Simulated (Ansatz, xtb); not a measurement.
Two isomers of CH9BN2Si

Structure a: `NB(N)C[SiH3]`, a singlet. Structure b: `C[SiH2]B(N)N`, a singlet. Both are isolated molecules in the gas phase, relaxed with B3LYP-D3(BJ)/def2-SVP; the shapes shown needn't be the lowest conformers.

a (Å):

```yaml
atoms:
  - { symbol: C, position_ang: [-1.2680, 0.0478, 0.1288] }
  - { symbol: B, position_ang: [0.0687, -0.6720, 0.6042] }
  - { symbol: N, position_ang: [0.9344, -0.0078, 1.5118] }
  - { symbol: N, position_ang: [0.3536, -1.9858, 0.1492] }
  - { symbol: Si, position_ang: [-2.7028, -0.3269, 1.2899] }
  - { symbol: H, position_ang: [0.7413, 0.9186, 1.8663] }
  - { symbol: H, position_ang: [1.7761, -0.4176, 1.8959] }
  - { symbol: H, position_ang: [1.1566, -2.5266, 0.4440] }
  - { symbol: H, position_ang: [-0.2589, -2.4870, -0.4791] }
  - { symbol: H, position_ang: [-1.5581, -0.2775, -0.8853] }
  - { symbol: H, position_ang: [-1.1403, 1.1434, 0.0892] }
  - { symbol: H, position_ang: [-2.9570, -1.7983, 1.3558] }
  - { symbol: H, position_ang: [-3.9707, 0.3338, 0.8481] }
  - { symbol: H, position_ang: [-2.4005, 0.1513, 2.6734] }
```

b (Å):

```
atom    x (Å)    y (Å)    z (Å)
   C  -1.5618   1.8995   0.5422
   B  -0.0206   0.8754  -2.1303
   N   0.9432   1.0236  -3.1567
   N  -0.6868  -0.3557  -1.9095
  Si  -0.4923   2.4479  -0.9294
   H  -2.5107   1.4604   0.1911
   H  -1.8102   2.7429   1.2052
   H  -1.0366   1.1384   1.1424
   H  -1.2385   3.5104  -1.6836
   H   0.7411   3.1228  -0.4021
   H   1.4407   1.8870  -3.3244
   H   1.2123   0.2796  -3.7915
   H  -0.5230  -1.1953  -2.4552
   H  -1.3721  -0.4857  -1.1783
```

Question: Estimate which is lower in electronic energy at CCSD(T)/def2-SVP + ΔMP2/def2-TZVPP, and by roughly how much.

Answer: The CCSD(T)/def2-SVP + ΔMP2/def2-TZVPP calculation puts structure a lower, by 7.2 kcal/mol.

How the difference moves with the method:

```
                             level               geometry  E(b) − E(a) (kcal/mol)  departure from the last row (kcal/mol)  job, with rough time for the two
                          GFN2-xTB               GFN2-xTB                      +8.6                                    +1.5              optimisation, 0.69 s
                         HF/STO-3G               GFN2-xTB                      +5.2                                    −2.0              single point, 0.64 s
                r2SCAN-D4/def2-SVP               GFN2-xTB                      +7.9                                    +0.7               single point, 4.9 s
             B3LYP-D3(BJ)/def2-SVP  B3LYP-D3(BJ)/def2-SVP                      +6.7                                    −0.5             optimisation, 2.4 min
                       HF/def2-SVP  B3LYP-D3(BJ)/def2-SVP                      +9.4                                    +2.2           part of the CCSD(T) run
                      MP2/def2-SVP  B3LYP-D3(BJ)/def2-SVP                      +8.6                                    +1.4           part of the CCSD(T) run
                  CCSD(T)/def2-SVP  B3LYP-D3(BJ)/def2-SVP                      +7.6                                    +0.5                      single point
CCSD(T)/def2-SVP + ΔMP2/def2-TZVPP  B3LYP-D3(BJ)/def2-SVP                      +7.2                                                        single point, 70 s
```

As drawn, b has 1 B–Si, 1 C–H in place of 1 C–B, 1 Si–H.

None of the levels shown reverses the order. The largest departure from CCSD(T)/def2-SVP + ΔMP2/def2-TZVPP is that of HF/def2-SVP, 2.2 kcal/mol. The last row adds to CCSD(T) the change of the MP2 difference between the two basis sets, here −0.5 kcal/mol.

With thermal terms from frequencies at re-optimised GFN2-xTB minima (ideal gas, soft modes damped towards free rotors, one conformer each, 298.15 K, 1 atm): the zero-point term adds +1.6 kcal/mol; ΔH is +8.8 and ΔG +8.6 kcal/mol.

The correlated steps freeze 9 core orbitals. Run with Ansatz 0.2.0, xtb 6.7.1; the last row on 2 threads of Intel(R) Xeon(R) Processor @ 2.70GHz on a shared host.

Isomer a is favoured by a modest but consistent margin, which reflects a competition between bond types. Carbon's compact valence orbitals overlap with boron better than silicon's more diffuse ones, so exchanging B–C for B–Si is costly. Exchanging Si–H for the stronger C–H bond recovers much of that cost, but not all of it. In a, the C–Si bond also lies nearly perpendicular to the BN₂ plane, so σ(C–Si) donation into the formally empty boron p orbital probably adds some stabilisation. This should be weak, because the nitrogen lone pairs already donate into that orbital in both isomers.

In the def2-SVP series on common geometries, correlation trims the Hartree–Fock preference for a without removing it. Zero-point energy acts the other way, consistent with b having an additional stiff C–H stretch in place of a softer Si–H one. The similar ΔH and ΔG values show that entropy contributes little to the preference. This ordering is thermodynamic and says nothing about how readily the isomers interconvert.
